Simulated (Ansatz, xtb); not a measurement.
## C3H8BI: which of two isomers lies lower

We compare X, `CCCBI`, a singlet, with Y, `CCB(C)I`, a singlet. Both are isolated molecules in the gas phase, relaxed with B3LYP-D3(BJ)/def2-SVP; the shapes shown needn't be the lowest conformers.

X (Å):

```xyz
13

C    -1.3425    1.3697    1.1537
C    -0.6662    1.1308   -0.1951
C    -0.5891   -0.3486   -0.5788
B     0.0656   -0.7984   -1.9147
I     0.9156    0.5751   -3.3294
H    -0.8023    0.8588    1.9685
H    -2.3774    0.9877    1.1559
H    -1.3825    2.4422    1.4012
H    -1.2029    1.6825   -0.9855
H     0.3520    1.5555   -0.1832
H    -1.6023   -0.8056   -0.5829
H    -0.0665   -0.9312    0.2105
H     0.1360   -1.9536   -2.2401
```

Y (Å):

```yaml
atoms:
  - { symbol: C, position_ang: [-1.9820, 0.2437, 0.4495] }
  - { symbol: C, position_ang: [-1.0577, -0.6016, -0.4347] }
  - { symbol: C, position_ang: [0.6221, 1.5882, -0.6977] }
  - { symbol: B, position_ang: [0.2318, 0.1045, -0.9826] }
  - { symbol: I, position_ang: [1.5480, -1.0989, -2.2315] }
  - { symbol: H, position_ang: [-2.8597, -0.3308, 0.7851] }
  - { symbol: H, position_ang: [-1.4621, 0.6047, 1.3516] }
  - { symbol: H, position_ang: [-2.3564, 1.1310, -0.0861] }
  - { symbol: H, position_ang: [-1.6103, -1.0014, -1.3069] }
  - { symbol: H, position_ang: [-0.7341, -1.5154, 0.0997] }
  - { symbol: H, position_ang: [1.5623, 1.9307, -1.1478] }
  - { symbol: H, position_ang: [-0.1995, 2.2437, -1.0431] }
  - { symbol: H, position_ang: [0.6702, 1.7430, 0.3965] }
```

**Question.** Estimate which is lower in electronic energy at CCSD(T)/def2-SVP + ΔMP2/def2-TZVPP, and by roughly how much.

**Answer.** The CCSD(T)/def2-SVP + ΔMP2/def2-TZVPP calculation puts structure Y lower, by 0.487 eV.

The same difference at several levels:

```csv
level,geometry,E(Y) − E(X) (eV),departure from the last row (eV),"job, with rough time for the two"
GFN2-xTB,GFN2-xTB,+0.132,+0.618,"optimisation, 0.21 s"
HF/STO-3G,GFN2-xTB,−0.387,+0.099,"single point, 0.92 s"
r2SCAN-D4/def2-SVP,GFN2-xTB,−0.567,−0.080,"single point, 4.7 s"
B3LYP-D3(BJ)/def2-SVP,B3LYP-D3(BJ)/def2-SVP,−0.506,−0.019,"optimisation, 41 s"
HF/def2-SVP,B3LYP-D3(BJ)/def2-SVP,−0.471,+0.015,part of the CCSD(T) run
MP2/def2-SVP,B3LYP-D3(BJ)/def2-SVP,−0.485,+0.002,part of the CCSD(T) run
CCSD(T)/def2-SVP,B3LYP-D3(BJ)/def2-SVP,−0.450,+0.037,single point
CCSD(T)/def2-SVP + ΔMP2/def2-TZVPP,B3LYP-D3(BJ)/def2-SVP,−0.487,,"single point, 86 s"
```

As drawn, Y has 1 C–B, 1 C–H in place of 1 C–C, 1 B–H.

GFN2-xTB puts the two in the other order. The largest departure from CCSD(T)/def2-SVP + ΔMP2/def2-TZVPP is that of GFN2-xTB, 0.618 eV. The last row adds to CCSD(T) the change of the MP2 difference between the two basis sets, here −0.037 eV.

With harmonic frequencies from B3LYP-D3(BJ)/def2-SVP (ideal gas, rigid rotor, one conformer each, 298.15 K, 1 atm): on the last row, ΔE + ΔZPE = −0.498 eV. A mode under 50 cm⁻¹ makes harmonic enthalpies and free energies unreliable, so none is given.

The correlated steps freeze 8 core orbitals; the filled d shell of I is correlated, in a basis made for valence electrons. Atoms past krypton carry core potentials in the def2 sets, other sets are all-electron and non-relativistic, and no spin–orbit term is included. Codes used: Ansatz 0.2.0, xtb 6.7.1; the last row on 2 threads of Arm Neoverse V1 on a shared host.

Moving a methyl group from the end of the propyl chain to boron turns a propyl(iodo)borane into an ethyl(methyl)iodoborane, and the preference for the latter is clear. The exchange gives up a C–C and a B–H bond for a C–B and a C–H bond. The gain probably comes largely from the strength of C–H relative to B–H, helped by hyperconjugation from a second alkyl group into the formally empty boron p orbital, which iodine lone pairs fill only partly. Hartree–Fock already recovers nearly the whole difference, so the preference is not primarily a correlation effect.

The reversed order from GFN2-xTB is unlikely to stem from its geometries, since HF/STO-3G and r2SCAN-D4 on those same structures favour Y; this suggests an imbalance in its parametrised bond energies around boron. The ordering applies to the isolated monomers and need not carry over to associated species, where the B–H bond of X could form hydride bridges that Y cannot.
